**Q:** I have eight total-energy errors for CH₄F, caught as a hydrogen atom passes from CH₄ to fluorine. They run from 10 eV down to 0.03 eV, and the labels are gone. Can you put them back?

Ansatz 0.2.0, total-energy errors for CH₄F (neutral doublet) relative to UCCSDT(Q), all in the cc-pVDZ basis with frozen cores, at one point of a hydrogen-transfer scan with rigid PBE0/def2-TZVP fragments. The valence space holds 15 electrons in 12 orbitals. R and U mark restricted and unrestricted reference determinants. Candidates: BCCD(T), RCCSD, UHF, RCCSD(T), MRCISD valence, RMP2, UCCSD, MRCISD+Q valence.

```
row  this level less the reference (UCCSDT(Q), same basis) (meV)
  A                                                         74.4
  B                                                         29.0
  C                                                      10119.4
  D                                                        189.3
  E                                                         30.3
  F                                                        192.1
  G                                                        908.1
  H                                                        556.7
```

**A:** Start with what each method leaves out. Electron correlation in this small radical is worth about 10 eV, and only a method that ignores it can err by that much. C is therefore UHF, the unrestricted single determinant, and that is sure.

**Q:** What about the small errors?

**A:** Look for twins. D and F lie near 190 meV, B and E near 30 meV. RCCSD and UCCSD are the same coupled-cluster method started from two different determinants. RCCSD(T) and BCCD(T) both add triple excitations by perturbation theory and differ in their orbitals. The triples lower the energy, so the pair near 30 meV has them.

A, at 74 meV, has no twin. That suits MRCISD+Q, a configuration interaction (CI) from many reference configurations with an approximate repair, +Q, of its main defect. So far this is a plausible assignment, not a proof.

**Q:** That leaves G at 908 meV and H at 557 meV for RMP2 and MRCISD. Which is which?

**A:** It depends on the defect that +Q repairs. CI with single and double excitations lets one electron pair be excited, but not two distant pairs at once. In the part of the wavefunction where one pair is excited, the others lose their correlation. The loss is thus roughly w × E, where E is the correlation energy outside the reference and w is the weight of the excited configurations.

A pair coupled to excited configurations by g, at an excitation energy Δ, gains about g²/Δ and gives them a weight g²/Δ². Summed over pairs, w is about E/Δ, so the loss is about E²/Δ. If Δ is similar in two calculations, the loss goes as the square of E.

**Q:** Can you turn that into a number?

**A:** Yes, with three labelled errors. CISD, which starts from the restricted determinant, errs by 955 meV. The energy outside the reference is 10257 meV for that determinant (RHF) and 7951 meV for valence CASSCF, the starting point of MRCISD. The estimate is 955 × (7951/10257)² = 574 meV, close to H.

Nothing was fitted to G or H, but the agreement is better than the argument deserves. The CISD error also contains triple excitations that the derivation ignores, and an equal Δ is an assumption. Nor was the CASSCF solution checked to be the lowest one, and a higher one would shift the estimate. Had the loss been a fixed percentage of E, the estimate would have been 740 meV, about midway between G and H. The choice thus rests on the square.

**Q:** Is there a firmer test?

**A:** For G there is. The coupled-cluster run also gives the second-order energy, and from it the RMP2 error comes out as 908 meV. G is RMP2, and H is left for MRCISD.

**Q:** And within the twins?

**A:** The errors alone leave both pairs ambiguous. One more number from the RCCSD(T) run helps: its triples lower the energy by 161.8 meV. F less E gives exactly that, while the other three combinations miss by more than 1 meV. So F is RCCSD and E is RCCSD(T), which makes D UCCSD. Added to the RHF energy, the doubles and triples of the BCCD(T) run leave an error of 29 meV, which fixes B and leaves A for MRCISD+Q. This is bookkeeping within the same calculations; it identifies rows but tests no physics.

**Q:** Then show me the labels.

The rows with their labels:

```
           level  this level less the reference (UCCSDT(Q), same basis) (meV)
             RHF                                                      10256.7
             UHF                                                      10119.4
            RMP2                                                        908.1
            UMP2                                                        920.9
            CISD                                                        954.8
           RCCSD                                                        192.1
           UCCSD                                                        189.3
        RCCSD(T)                                                         30.3
        UCCSD(T)                                                         30.2
         BCCD(T)                                                         29.0
          RCCSDT                                                         14.8
          UCCSDT                                                         14.4
       RCCSDT(Q)                                                          0.8
  CASSCF valence                                                       7951.0
  NEVPT2 valence                                                       1279.3
  MRCISD valence                                                        556.7
MRCISD+Q valence                                                         74.4
```

**A:** All eight agree. The output printed below holds the square-law estimate and the sums that separated the twins.

**Q:** UHF lies 137 meV below RHF. Why do RCCSD and UCCSD differ by only 3 meV?

**A:** UHF gains energy by letting spin-up and spin-down electrons use different orbitals. Coupled cluster contains single excitations, which can turn one determinant into another, so it makes most of that adjustment itself. In this radical the choice of determinant therefore matters much less once correlation is treated. Where UHF mixes in much of a higher spin state, a larger difference can remain.

**Q:** Does the large CISD error mean that one determinant is a poor start?

**A:** No. RCCSD starts from the same determinant and also uses singles and doubles, yet its error is 192 meV instead of 955 meV. It includes the products of independent excitations that CISD omits. For two such complexes far apart, with their unpaired spins parallel, the RCCSD error would simply double, while the CISD error would more than double.

**Q:** I work on plasma etching, where fluorine atoms take hydrogen from organic material. Can I read a barrier error from this table?

**A:** No, because a barrier is a difference between two geometries and this is one, taken from a scan with rigid fragments and not a located saddle point. What counts is how far a method's error changes between them. The errors are also relative to UCCSDT(Q) in the same small basis, so 30 meV for RCCSD(T) is not its distance from experiment.

The analysis program printed:

```
UHF energy below RHF, meV: 137.3
UCCSD energy below RCCSD, meV: 2.8
BCCD(T) energy below RCCSD(T), meV: 1.3
correlation energy missed by RMP2, percent: 8.854
correlation energy recovered by valence CASSCF, percent: 22.48
MRCISD error predicted by the square law, meV: 573.8
square law less the MRCISD value, meV: 17.07
square law less the RMP2 value, meV: -334.3
MRCISD error predicted by a fixed percentage loss, meV: 740.2
fixed percentage less the MRCISD value, meV: 183.5
fixed percentage less the RMP2 value, meV: -167.9
lowering by +Q predicted from CISD less RCCSD and the square law, meV: 458.3
lowering by +Q in the table, meV: 482.3
RMP2 error from its spin parts and singles, meV: 908.1
triples correction in the RCCSD(T) run, meV: 161.8
RCCSD value less RCCSD(T) value, meV: 161.8
RCCSD value less BCCD(T) value, meV: 163.1
UCCSD value less RCCSD(T) value, meV: 159
UCCSD value less BCCD(T) value, meV: 160.3
BCCD(T) error from its doubles and triples, meV: 29.07
```
